**Examination question: the polarisability of a light atom by hand**

An atom in a weak uniform field $F$ changes its energy by $-\tfrac12\alpha F^2$, where $\alpha$ is the static polarisability. The table gives its mean over three perpendicular field directions, in bohr$^3$ (about 0.15 Å$^3$), at four levels of theory: Hartree-Fock (HF), second-order Møller-Plesset theory (MP2), and coupled cluster without and with perturbative triples (CCSD, CCSD(T)). $Z$ is the nuclear charge. The frozen electrons are the core that is left out of the correlation treatment, so that $N_v$, the electrons less the frozen electrons, counts the valence electrons, of principal quantum number $n$.

Mean static polarisabilities of neutral atoms in their ground configurations, from finite-field calculations with PySCF 2.14.0 in the dyall-av3z basis, with the spin-free X2C one-electron Hamiltonian and a Gaussian nucleus. The reference determinant is RHF for closed shells and UHF at highest spin for open shells. Tabulated values are those recommended by Schwerdtfeger and Nagle.

```
species   Z  electrons  configuration  frozen electrons  HF (bohr^3)  MP2 (bohr^3)  CCSD (bohr^3)  CCSD(T) (bohr^3)  tabulated (bohr^3)
     Be   4          4       [He] 2s2                 2        45.60         42.37          37.83             37.83               37.74
      B   5          5   [He] 2s2 2p1                 2        22.16         19.57          20.45             20.55                20.5
      N   7          7   [He] 2s2 2p3                 2        7.112         7.117          7.161             7.209                 7.4
      F   9          9   [He] 2s2 2p5                 2        3.071         3.374          3.347             3.391                3.74
     Ne  10         10           [Ne]                 2        2.134         2.364          2.320             2.349               2.661
     Mg  12         12       [Ne] 3s2                10        81.16         76.52          74.49             74.49                71.2
     Si  14         14   [Ne] 3s2 3p2                10        38.41         37.84          37.38             37.44                37.3
      S  16         16   [Ne] 3s2 3p4                10        18.85         19.25          19.16             19.29                19.4
     Cl  17         17   [Ne] 3s2 3p5                10        13.92         14.35          14.29             14.39                14.6
     Ar  18         18           [Ar]                10        10.43         10.77          10.73             10.80               11.08
```

Use atomic units and Slater's rules: a valence electron is screened by 0.35 for each other valence electron, by 0.85 for each electron of shell $n-1$ and by 1 for each deeper electron.

(a) Starting from second-order perturbation theory, derive how $\alpha$ depends on $N_v$ and on the screened charge $Z_\mathrm{eff}$, and evaluate the prefactor for Slater orbitals with $n=2$ and $n=3$.

(b) Test the form against the HF column and fix one constant for each period.

(c) Estimate $\alpha$ for sulfur and beryllium, and compare with the table.

(d) Trace the error against the tabulated value to its sources for Be, Mg and Ne.

(e) State the accuracy of the rule and where it should not be used.

**Model answer**

*(a) The form of the rule*

For one electron in a field along $z$,

$$\alpha = 2\sum_{k\neq 0}\frac{|\langle k|z|0\rangle|^2}{E_k-E_0}\approx\frac{2\langle z^2\rangle}{\Delta},$$

where all excitation energies have been replaced by one mean gap $\Delta$ and the sum over states has been closed. The Thomas-Reiche-Kuhn sum rule, $2\sum_k (E_k-E_0)|\langle k|z|0\rangle|^2=1$, becomes $2\Delta\langle z^2\rangle=1$ under the same replacement. Eliminating the gap, and setting $\langle z^2\rangle=\langle r^2\rangle/3$,

$$\alpha\approx 4\langle z^2\rangle^2=\tfrac49\langle r^2\rangle^2 .$$

This is Kirkwood's form. Size enters twice: a larger orbital has a larger transition dipole and also a smaller gap. For the hydrogen atom $\langle r^2\rangle=3$ gives 4, against the exact 9/2.

A Slater orbital $r^{\,n-1}e^{-\zeta r}$ with $\zeta=Z_\mathrm{eff}/n$ has $\langle r^2\rangle=(2n+1)(2n+2)\,n^2/(4Z_\mathrm{eff}^2)$, which is $30/Z_\mathrm{eff}^2$ for $n=2$ and $126/Z_\mathrm{eff}^2$ for $n=3$. If the valence electrons respond independently and the compact core is neglected,

$$\alpha = C_n\,\frac{N_v}{Z_\mathrm{eff}^4},\qquad C_2=\tfrac49\cdot 30^2=400,\qquad C_3=\tfrac49\cdot126^2=7056 .$$

The core screens $2\times0.85=1.70$ in period 2 and $2+8\times0.85=8.80$ in period 3, so $Z_\mathrm{eff}=Z-1.70-0.35(N_v-1)$ or $Z-8.80-0.35(N_v-1)$. Each step to the right adds one proton and 0.35 of screening, a net rise of 0.65. The added electron raises $\alpha$ by the factor $(N_v+1)/N_v$, the contraction lowers it as the fourth power, and over the rows of the table the contraction wins.

*(b) The constants*

The form is tested by computing $C=\alpha Z_\mathrm{eff}^4/N_v$ row by row. With the HF column it stays between 312 and 338 in period 2, while $\alpha$ itself falls by a factor of about 21 from Be to Ne, and between 2677 and 2848 in period 3. The geometric means over the five rows of each period are 326 and 2751. For use by hand,

$$C_2\approx330,\qquad C_3\approx2750 .$$

The power can be checked apart from the constant. A straight-line fit of $\ln(\alpha/N_v)$ against $\ln Z_\mathrm{eff}$, period by period, has slopes corresponding to exponents of 4.05 and 3.99 at HF. Nothing in the HF calculation uses Slater's rules, so this is a real test, though on five points each.

The derived prefactors are too large, by factors of 1.23 and 2.57. Since $C$ goes as the fourth power of a radius, these factors amount to only 5% and 27% in the radius. A likely cause is that closure counts transitions into orbitals that other electrons already fill, which the Pauli principle forbids. The Slater orbital may also have the wrong size, which can add to this excess or offset it, and the table cannot separate the two. The fitted constants absorb both, together with any fault of the screening constants, and carry no physical meaning beyond that.

*(c) Two estimates*

Sulfur has $Z=16$, $N_v=6$, $n=3$:

$$Z_\mathrm{eff}=16-8.80-5\times0.35=5.45,\quad Z_\mathrm{eff}^2=29.7,\quad Z_\mathrm{eff}^4=882,\quad \alpha=\frac{2750\times6}{882}=18.7 .$$

This is 0.8% below HF (18.85), 3.0% below CCSD(T) (19.29) and 3.6% below the tabulated 19.4.

Beryllium has $Z=4$, $N_v=2$, $n=2$:

$$Z_\mathrm{eff}=4-1.70-0.35=1.95,\quad Z_\mathrm{eff}^2=3.80,\quad Z_\mathrm{eff}^4=14.46,\quad \alpha=\frac{330\times2}{14.46}=45.6 .$$

This coincides with HF (45.60) and lies 21% above both CCSD(T) (37.83) and the tabulated 37.74. Both atoms were among the rows that fixed the constants. When each row is instead predicted from the other four of its period, the mean absolute error against HF rises only from 2.0% to 2.5%, so the agreement with HF does not hang on a row having been included.

*(d) Where the error comes from*

The way from the rule to the tabulated value runs through three factors that multiply: rule to HF, HF to CCSD(T), and CCSD(T) to tabulated. The first measures how closely the fitted rule follows HF, the second is valence correlation, and the third is whatever the calculation still lacks.

For Be the steps are $-0.1\%$, $-17.0\%$ and $-0.2\%$. The numbers thus show that the miss is valence correlation, almost entirely. The mechanism is the standard near-degeneracy of 2s and 2p. The polarisability of Be comes mostly from the low 2s→2p excitation. The true ground state mixes $2p^2$ into $2s^2$; this lowers the ground state and widens the gap to the $2s2p$ state, and the dipole amplitudes from the two configurations to $2s2p$ partly cancel. Both changes reduce $\alpha$. A rule built on independent electrons has no room for either.

The argument also implies where the effect should vanish. The excitation $s^2\to p^2$ moves a pair of opposite spins and needs a p orbital that is wholly empty. Be and Mg have three, B has two, Si has one, and from the half-filled shell onward there is none. The table follows this count in sign: correlation lowers $\alpha$ in Be, B, Mg and Si and raises it in N, F, Ne, S, Cl and Ar. Within each period the lowering shrinks as the empty orbitals fill, from 17% in Be to 7% in B, and from 8% in Mg to 2.5% in Si. The components of the same calculations give a finer check with a mixed result. In B the lowering from HF to CCSD(T) is 9% perpendicular to the unique axis (20.45 to 18.52), where the empty p orbitals point, and 4% along it (25.57 to 24.60), as the picture suggests. In Si it is about the same in both directions, 2 to 3%, so the directional version of the argument holds for B only.

Where the near-degeneracy is blocked, short-range correlation remains. A plausible account is that electrons crowded in a compact shell keep apart, the outer density spreads a little, and the atom becomes softer. The effect is 10% in F and Ne, the tightest shells, 2 to 3.5% in S, Cl and Ar, and 1.4% in N, whose three p electrons are already kept apart by their parallel spins.

For Mg the steps are $-2.6\%$, $-8.2\%$ and $-4.4\%$, and the rule ends 17% above the tabulated value. The middle step is the same near-degeneracy. The last step cannot be missing triples: with two correlated electrons there are no triple excitations, CCSD equals CCSD(T) in Be and Mg, and both are exact within the orbitals used. The excess of 3.29 bohr$^3$ is ascribed, on standard grounds, to the ten frozen electrons. A valence electron polarises the core and is drawn in by it, which shrinks the 3s orbital, and a frozen core omits this. Be, with its small and stiff $1s^2$ core, agrees with the tabulated value to 0.2%, which fits the account without proving it. Si has the same frozen core as Mg and agrees to 0.4%; a cancellation against a basis error of opposite sign is possible there, since Mg was given six d and four f functions and Si to Ar three and two, but this is a guess.

For Ne the steps are $-5.3\%$, $+10.1\%$ and $+13.3\%$, and the rule ends 15% below the tabulated value. The last step is the largest, and it is chiefly a fault of the basis, not of coupled cluster. Triples add 0.029 bohr$^3$, a tenth of the gap of $2.661-2.349=0.312$ that remains, so higher excitations are unlikely to close it. The fault is already present at HF: 2.134, against a complete-basis HF value recalled as roughly 2.4. A full 2p shell can respond only by excitation into diffuse s and d functions, of which the basis has too few. The hyperpolarisability from the same run, which weighs the outer tail still more, is 40 atomic units at CCSD(T), where the accepted size is recalled as about 110. F shows the same pattern, with a last step of $+10.3\%$, and N, Cl and Ar a milder one of 1.5 to 2.6%.

This qualifies part (b). With 2.4 for Ne the row value of $C$ would be 351, and the rule would be 6% too low, not 5.6% too high. The closeness of the exponents to 4 is therefore partly luck: a fuller basis would raise the right-hand end and flatten the slope somewhat.

*(e) Accuracy and range*

Against HF in this basis the rule has a mean absolute error of 2.0%, worst for Ne. Against CCSD(T) it is 5.9%, and against the tabulated values 9.1%, worst for Be in both. The mean hides two groups. B, N, Si, S, Cl and Ar are within 6% of the tabulated value; Be and Mg are 21% and 17% too high, F and Ne about 15% too low. The value for N is tabulated only as 7.4, which blurs its comparison by 0.7%. The HF column itself misses the tabulated values by 10.1% on average, so that for these ten atoms the hand estimate is as good as an HF calculation in this basis, and for largely the same reasons. CCSD(T) misses by 3.4%.

Refitting the constants to the tabulated values does not help: the geometric means become 338 and 2738 and the mean error is 9.2%, or 11.5% when each row is predicted from the other four. The errors have opposite signs at the two ends of a period, which a constant cannot mend. They appear instead as lower exponents, 3.67 and 3.77. It is better to keep the constants and remember the signs: the rule is high for $s^2$ atoms and low near the full shell, most of all in period 2.

For an atom that lies between rows of the table the rule interpolates. Phosphorus has $Z_\mathrm{eff}=15-8.80-4\times0.35=4.80$, $Z_\mathrm{eff}^4=531$ and $\alpha=2750\times5/531\approx26$, to be set beside a recalled value of roughly 25. To the left of the fitted rows it extrapolates, and fails. Sodium has $Z_\mathrm{eff}=11-8.80=2.20$ and $Z_\mathrm{eff}^4=23.4$, which gives $2750/23.4\approx120$, where the accepted size is recalled as about 160. There a single electron responds through one low 3s→3p excitation, and a constant that has absorbed the blocking and screening among several valence electrons has no reason to apply. The constants belong to neutral atoms with two to eight valence electrons in periods 2 and 3. Ions change the balance of screening, anions have diffuse tails that no single exponent describes, and heavier atoms bring d shells and relativistic contraction.

The rule also gives a mean only. B, F, Si, S and Cl were each computed as one component of a P term, and these are anisotropic. The difference between the unique axis and the perpendicular ones, relative to the mean at CCSD(T), is $+30\%$ in B and $+20\%$ in S, against $-23\%$ in Si, $-13\%$ in Cl and $-12\%$ in F. The signs are those of a p shell that is softer along its more heavily occupied lobes: a lone electron or the one pair on the axis in B and S, a vacancy on it in Si, F and Cl. For S the spread between directions, 18.00 to 21.85, is several times the error of the estimate in (c). Spin-orbit coupling is absent from these numbers. It matters little for the mean of such light atoms, but it decides what anisotropy is seen: the ground levels of B ($J=1/2$) and Si ($J=0$) are isotropic in a weak field.

**Remarks on the reasoning**

The ratio of neighbours can be had with no constant at all, and it is the quickest check of a candidate's grasp of (a). From Be to B the rule gives $\tfrac32(1.95/2.60)^4=0.47$; the HF ratio is $22.16/45.60=0.49$ and the tabulated one $20.5/37.74=0.54$, larger because Be is held down by near-degeneracy more than B. From F to Ne it gives $\tfrac87(5.20/5.85)^4=0.71$, and the tabulated ratio is $2.661/3.74=0.71$. The fall is steep where $Z_\mathrm{eff}$ is small, since 0.65 is then a large relative change, and gentle at the end of the period.

An answer that proposes a constant factor per added electron deserves credit, with a caution. A straight-line fit of $\ln\alpha$ against $N_v$, with two parameters for each period, gives factors of 0.65 and 0.73 for the tabulated values and a mean error of 5.6%, which is better than the rule's 9.1%. It uses four parameters on ten values where the rule uses two. It misses N by 21%, because the true factor in period 2 changes along the row as just shown, and against HF its mean error is 7.2%. Its success on the tabulated values can be understood from (d): compared with the HF column, the tabulated values are lower at the left end, through correlation, and higher at the right end, through correlation and the basis error together, and a free slope takes up both shifts, which a single constant for each period cannot. The lowered left end also straightens the curve, which is steepest there, while the raised right end works against this. It is a fair interpolation formula and says nothing of cause.

A formula with the first ionisation energy $I$ is tempting, since $1/I$ is a length in atomic units and $\alpha$ a volume. The form $\alpha=k/I^3$, with rough recalled two-figure energies and one constant $k=1.2$ taken as the geometric mean over all ten rows, misses the tabulated values by about 30% on average and gives more than twice the value for B. The likely reason is that $I$ describes the loosest electron alone, the single 2p electron in B, whereas the field acts on the whole valence shell. It has one constant fewer than the rule, and the cube magnifies the roughness of the inputs, but neither excuses a factor of two.

A slip to avoid in (d) is to rank the methods by their distance from the tabulated column. In Ne, MP2 is nearer than CCSD(T), but only by $2.364-2.349=0.015$ bohr$^3$, while both are 11 to 12% low; a shared basis error swamps the difference. The rows that do discriminate are those with near-degeneracy. In Be, MP2 recovers $45.60-42.37=3.23$ of the lowering of $45.60-37.83=7.77$ and stays 12% above the tabulated value, while in B it overshoots and ends 4.5% below. Second order handles strong mixing of configurations poorly, and the error does not even keep its sign. The open-shell rows, B among them, rest on unrestricted determinants that need not be pure spin states, which may add to such irregularity.

The fit in (b) shows that HF polarisabilities scale as $N_v/Z_\mathrm{eff}^4$ over these rows; it does not show that the electrons respond independently or that s and p electrons contribute equally. In Be the response is a low s→p excitation within the valence shell, and in Ne it is excitation out of a full shell. That one constant covers both to about 6% means that differences of mechanism are largely cancelling inside $C_n$, which is one more reason not to carry the constants beyond the rows that fixed them.
